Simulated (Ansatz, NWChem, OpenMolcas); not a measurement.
**How methods differ on InN2H5 (SMILES [NH2][InH][NH2])**

The species is InN2H5 (8 atoms), meant as a singlet with charge 0. SMILES: `[NH2][InH][NH2]`. The shape is that of a PBE0-D4/def2-TZVP optimisation.

```
atom    x (Å)    y (Å)    z (Å)
   N  -0.9697   0.8580  -1.1270
  In   0.2480   0.5648   0.4555
   N   0.7427  -1.3752   0.7096
   H  -1.4821   0.0768  -1.5066
   H  -1.5382   1.6892  -1.1718
   H   0.7990   1.8192   1.4675
   H   1.5709  -1.6147   1.2318
   H   0.6295  -2.0181  -0.0590
```

Quantity: the energy change with the N1–In2 bond stretched from 2.018 to 3.633 Å, in eV. The values are calculated.

| level | kind | program | value (eV) | CPU time (all runs) |
| --- | --- | --- | --- | --- |
| HF/def2-SVP (core potential) (unrestricted) | Hartree–Fock | OpenMolcas | 2.15 | 25 s |
| PBE/def2-SVP (core potential) (restricted) | GGA | Ansatz | 3.35 | 14 s |
| M06-L/def2-SVP (core potential) (restricted) | meta-GGA | OpenMolcas | 3.52 | 2.2 min |
| B3LYP/def2-SVP (core potential) (restricted) | global hybrid | NWChem | 3.63 | 70 s |
| HSE06/def2-SVP (core potential) (restricted) | range-separated hybrid | Ansatz | 3.89 | 19 s |
| B2PLYP/def2-SVP (core potential) (restricted) | double hybrid | OpenMolcas | 3.69 | 61 s |
| RPA@PBE0/def2-SVP (core potential) (restricted) | RPA | Ansatz | 3.65 | 34 s |
| MP2/def2-SVP (core potential) (restricted) | perturbation theory | OpenMolcas | 4.04 | 18 s |
| CCSD/def2-SVP (core potential) (restricted) | coupled cluster or CI | Ansatz | 3.69 | 35 s |

The first shape isn't each level's own minimum. The values span 2.15 to 4.04 eV. Spin contamination of the reference (⟨S²⟩ at least 0.1 too high) touches HF/def2-SVP (up to 1.00 too high). In the correlated wave-function rows the outer d shell of In is correlated, in sets not made for it. Times are those of the runs behind each value, whatever else they computed, on shared processors of several kinds: orders of magnitude only.

Stretching the In–N bond costs 3.35 to 4.04 eV with the restricted methods, but only 2.15 eV with unrestricted Hartree–Fock. The bond is a polar σ pair weighted towards nitrogen, with some lone-pair donation into the empty In 5p orbital. In the gas phase it should break into two neutral radicals, an amino group and an indium(II) fragment, so the stretched singlet acquires diradical character. The low Hartree–Fock value probably reflects the freedom of the two electrons to localise on separate fragments, combined with the missing correlation energy of the intact pair, whereas a closed-shell reference retains too much ionic character.

The gap is therefore no measure of electron correlation alone. B3LYP, RPA, B2PLYP and CCSD lie close together, between 3.63 and 3.69 eV, but their shared closed-shell description means that this agreement doesn't establish accuracy. Nor can the energies be read as bond dissociation energies, since the stretched structure isn't a pair of separated, relaxed fragments.
